**Hand estimate of singlet energies of C6H4F2 from orbital gaps**

The table holds six vertical singlet states of the dienyne C#C/C=C(\F)C(=C)F in the gas phase, with energy, oscillator strength, exciton size, orbital overlap lambda and main orbital pair, from Tamm-Dancoff BHandHLYP/def2-SVP in PySCF. The program tests the rule E = orbital gap − A/d + S, with A near 10 eV Å from a Gaussian estimate of the electron-hole attraction and S = 1.3 eV for conjugated ππ* pairs only, and compares it with fixed shifts and with a term linear in lambda. On rows 1 to 4, to which the constants are fitted, the rule has a root-mean-square error of 0.21 eV (0.42 eV when each row is left out in turn), the lambda form does somewhat better, and four rows do not decide among the forms. The rule reverses the order of rows 1 and 2, overshoots the mixed row 5 by 1.11 eV and the lowest triplet by 0.82 eV, and gives only a lower bound for row 6.

Calculated values. PySCF 2.14.0, density-fitted Tamm-Dancoff TDDFT with BHandHLYP/def2-SVP and a frozen core: the six lowest vertical singlet excitations of the difluorinated dienyne C#C/C=C(\F)C(=C)F (C6H4F2) in the gas phase. All rows share one conformer, with its geometry from PBE0-D3(BJ)/def2-SVP.

## Script

```python
# Table: six vertical singlets of C6H4F2 (energy, f, exciton size d, lambda), PySCF TDA BHandHLYP/def2-SVP, gas phase.
# Tested: hand rule E = orbital gap - A/d + S (S only for pi-pi* pairs), against fixed shifts and a lambda term.
T = {
    'row': [1, 2, 3, 4, 5, 6],
    'singlet_state': [1, 2, 3, 4, 5, 6],
    'singlet_energy': [5.26, 5.37, 6.17, 6.77, 7.38, 8.24],  # eV
    'singlet_oscillator_strength': [0.0, 0.956, 0.0, 0.424, 0.225, 0.005],
    'singlet_exciton_size': [3.18, 3.28, 2.71, 3.25, 3.11, 3.13],  # angstrom
    'singlet_orbital_overlap_lambda': [0.34, 0.84, 0.43, 0.79, 0.79, 0.41],
    'singlet_main_from': ['HOMO-1', 'HOMO', 'HOMO', 'HOMO-2', 'HOMO', 'HOMO'],
    'singlet_main_to': ['LUMO', 'LUMO', 'LUMO+1', 'LUMO', 'LUMO+2', 'LUMO+3'],
}
import numpy as np
from scipy import constants as C
E = np.array(T['singlet_energy'], float); f = np.array(T['singlet_oscillator_strength'], float)
d = np.array(T['singlet_exciton_size'], float); lam = np.array(T['singlet_orbital_overlap_lambda'], float)
# typed from further outputs of the same run: orbital energies (eV), S1-T1 (eV), T1 size (A), geometry, transition dipoles
mo = {'HOMO-3': -11.0912, 'HOMO-2': -9.6639, 'HOMO-1': -9.249, 'HOMO': -7.6537, 'LUMO': -0.7913, 'LUMO+1': 2.1739, 'LUMO+2': 2.7505}
st, dT = 2.616, 2.94
xyz = np.array([[3.43,-.23,.30],[2.29,.12,.07],[.98,.56,-.22],[-.14,-.15,.05],[-.07,-1.35,.60],[-1.49,.30,-.23],
                [-2.60,-.39,.04],[-1.55,1.51,-.78],[4.43,-.55,.51],[.84,1.54,-.67],[-2.53,-1.38,.49],[-3.58,.02,-.20]])
tdm = np.array([[-.0359,.0063,.0254],[2.6617,.4185,-.0412],[-.0073,-.0049,-.01],[1.5351,.4303,-.1201],[-1.101,-.1803,.0241],[.0013,-.0723,-.1441]])
b = np.array([0, 1, 0, 1, 1.])  # 1 = both orbitals in the conjugated pi system (rows 1-5)
gap = np.array([mo[T['singlet_main_to'][i]] - mo[T['singlet_main_from'][i]] for i in range(5)])
y = gap - E[:5]
ke = C.e / (4 * np.pi * C.epsilon_0) * 1e10; a = 0.5; g = np.sqrt(6 / np.pi)
print(f"e2/(4 pi eps0) {ke:.2f} eV A; times a=0.5: {a*ke:.2f}; Gaussian factor {g:.3f}; A = {a*ke*g:.2f} eV A")
print("row  gap  E  gap-E (eV)  (gap-E)*d (eV A)")
for i in range(5): print(f"{i+1}  {gap[i]:.2f}  {E[i]:.2f}  {y[i]:.2f}  {y[i]*d[i]:.2f}")
A, S = 10.0, 1.3
p = gap - A / d[:5] + S * b; r = p - E[:5]
print(f"Hand rule A={A:.0f} eV A, S={S} eV: row  A/d  S  estimate  error (eV)  error %")
for i in range(5): print(f"{i+1}  {A/d[i]:.2f}  {S*b[i]:.1f}  {p[i]:.2f}  {r[i]:+.2f}  {100*r[i]/E[i]:+.1f}")
print(f"rows 1-4: rms {np.sqrt(np.mean(r[:4]**2)):.2f}, worst {abs(r[:4]).max():.2f} eV (row {abs(r[:4]).argmax()+1}); rows 1-5 rms {np.sqrt(np.mean(r**2)):.2f} eV")
print(f"rounding of E and d allows about {0.005 + A*0.005/d.min()**2:.3f} eV")
print("S each pi-pi* row needs (eV): " + ", ".join(f"row {i+1} {A/d[i]-y[i]:.2f}" for i in (1, 3, 4)))
print(f"row 2 - row 1: gap {gap[1]-gap[0]:+.2f}, table {E[1]-E[0]:+.2f}, rule {p[1]-p[0]:+.2f} eV; size {d[1]-d[0]:+.2f} A")
models = {'A/d and S switch (eV A, eV)': np.c_[1/d[:5], -b], 'fixed shift c and S switch (eV, eV)': np.c_[np.ones(5), -b],
          'A/d and B*lambda (eV A, eV)': np.c_[1/d[:5], -lam[:5]]}
print("Least squares on rows 1-4; row 5 left out (three configurations)")
fits = []
for name, X in models.items():
    q = np.linalg.lstsq(X[:4], y[:4], rcond=None)[0]; fits.append(q); e = y - X @ q
    loo = []
    for k in range(4):
        m = np.arange(4) != k
        loo.append(y[k] - X[k] @ np.linalg.lstsq(X[:4][m], y[:4][m], rcond=None)[0])
    print(f"{name}: {q[0]:.2f}, {q[1]:.2f}")
    print("  errors rows 1-5 (eV): " + " ".join(f"{v:+.2f}" for v in e))
    print(f"  rms rows 1-4 {np.sqrt(np.mean(e[:4]**2)):.2f}; leave-one-out rms {np.sqrt(np.mean(np.square(loo))):.2f} eV")
print(f"fixed shifts: dark {fits[1][0]:.2f}, pi-pi* {fits[1][0]-fits[1][1]:.2f} eV; fitted A / (a e2) = {fits[0][0]/(a*ke):.2f}")
w = np.array([.379, .217, .208])  # row 5 weights, same run
g5 = np.array([gap[4], mo['LUMO'] - mo['HOMO-3'], mo['LUMO+1'] - mo['HOMO-1']]); gw = w @ g5 / w.sum()
print(f"row 5 pair gaps {g5[0]:.2f} {g5[1]:.2f} {g5[2]:.2f}, weighted {gw:.2f}; rule error then {gw-A/d[4]+S-E[4]:+.2f} eV")
print(f"row 6: gap above {gap[4]:.2f}, rule gives at least {gap[4]-A/d[5]:.2f}, table {E[5]:.2f} eV")
print(f"row 6 lies {E[5]+mo['HOMO']:.2f} eV above -HOMO")
ET = E[0] - st
print(f"T1 {ET:.2f} eV; rule with S=0 {gap[1]-A/dT:.2f}, error {gap[1]-A/dT-ET:+.2f} eV; A needed {(gap[1]-ET)*dT:.1f} eV A")
print(f"row 2 - T1 = {E[1]-ET:.2f} eV, against S needed by row 2 {A/d[1]-y[1]:.2f} eV")
c = xyz - xyz.mean(0); n = np.linalg.svd(c)[2][2]
print(f"largest distance of an atom from the mean plane {abs(c@n).max():.3f} A (coordinates to 0.01 A)")
print("out-of-plane share of squared transition dipole, rows 1-6: " + " ".join(f"{v:.2f}" for v in (tdm@n)**2/(tdm**2).sum(1)))
dark, bright = [0, 2, 5], [1, 3, 4]
print(f"dark rows 1,3,6: f up to {f[dark].max():.3f}, lambda {lam[dark].min():.2f}-{lam[dark].max():.2f}")
print(f"bright rows 2,4,5: f from {f[bright].min():.3f}, lambda {lam[bright].min():.2f}-{lam[bright].max():.2f}")
assert f[dark].max() < 0.01 < 0.2 < f[bright].min() and lam[dark].max() < lam[bright].min()
assert (y > 0).all() and min(y[0], y[2]) > max(y[1], y[3])
assert gap[1] < gap[0] and E[1] > E[0]
assert a * ke < fits[0][0] < ke
```

Output:

```
e2/(4 pi eps0) 14.40 eV A; times a=0.5: 7.20; Gaussian factor 1.382; A = 9.95 eV A
row  gap  E  gap-E (eV)  (gap-E)*d (eV A)
1  8.46  5.26  3.20  10.17
2  6.86  5.37  1.49  4.90
3  9.83  6.17  3.66  9.91
4  8.87  6.77  2.10  6.83
5  10.40  7.38  3.02  9.41
Hand rule A=10 eV A, S=1.3 eV: row  A/d  S  estimate  error (eV)  error %
1  3.14  0.0  5.31  +0.05  +1.0
2  3.05  1.3  5.11  -0.26  -4.8
3  3.69  0.0  6.14  -0.03  -0.5
4  3.08  1.3  7.10  +0.33  +4.8
5  3.22  1.3  8.49  +1.11  +15.0
rows 1-4: rms 0.21, worst 0.33 eV (row 4); rows 1-5 rms 0.53 eV
rounding of E and d allows about 0.012 eV
S each pi-pi* row needs (eV): row 2 1.56, row 4 0.97, row 5 0.19
row 2 - row 1: gap -1.60, table +0.11, rule -0.20 eV; size +0.10 A
Least squares on rows 1-4; row 5 left out (three configurations)
A/d and S switch (eV A, eV): 10.02, 1.27
  errors rows 1-5 (eV): +0.05 -0.29 -0.04 +0.29 +1.07
  rms rows 1-4 0.21; leave-one-out rms 0.42 eV
fixed shift c and S switch (eV, eV): 3.43, 1.63
  errors rows 1-5 (eV): -0.23 -0.31 +0.23 +0.31 +1.23
  rms rows 1-4 0.27; leave-one-out rms 0.54 eV
A/d and B*lambda (eV A, eV): 13.17, 2.76
  errors rows 1-5 (eV): -0.01 -0.21 -0.02 +0.23 +0.97
  rms rows 1-4 0.15; leave-one-out rms 0.31 eV
fixed shifts: dark 3.43, pi-pi* 1.80 eV; fitted A / (a e2) = 1.39
row 5 pair gaps 10.40 10.30 11.42, weighted 10.64; rule error then +1.34 eV
row 6: gap above 10.40, rule gives at least 7.21, table 8.24 eV
row 6 lies 0.59 eV above -HOMO
T1 2.64 eV; rule with S=0 3.46, error +0.82 eV; A needed 12.4 eV A
row 2 - T1 = 2.73 eV, against S needed by row 2 1.56 eV
largest distance of an atom from the mean plane 0.013 A (coordinates to 0.01 A)
out-of-plane share of squared transition dipole, rows 1-6: 0.38 0.00 0.65 0.00 0.00 1.00
dark rows 1,3,6: f up to 0.005, lambda 0.34-0.43
bright rows 2,4,5: f from 0.225, lambda 0.79-0.84
```
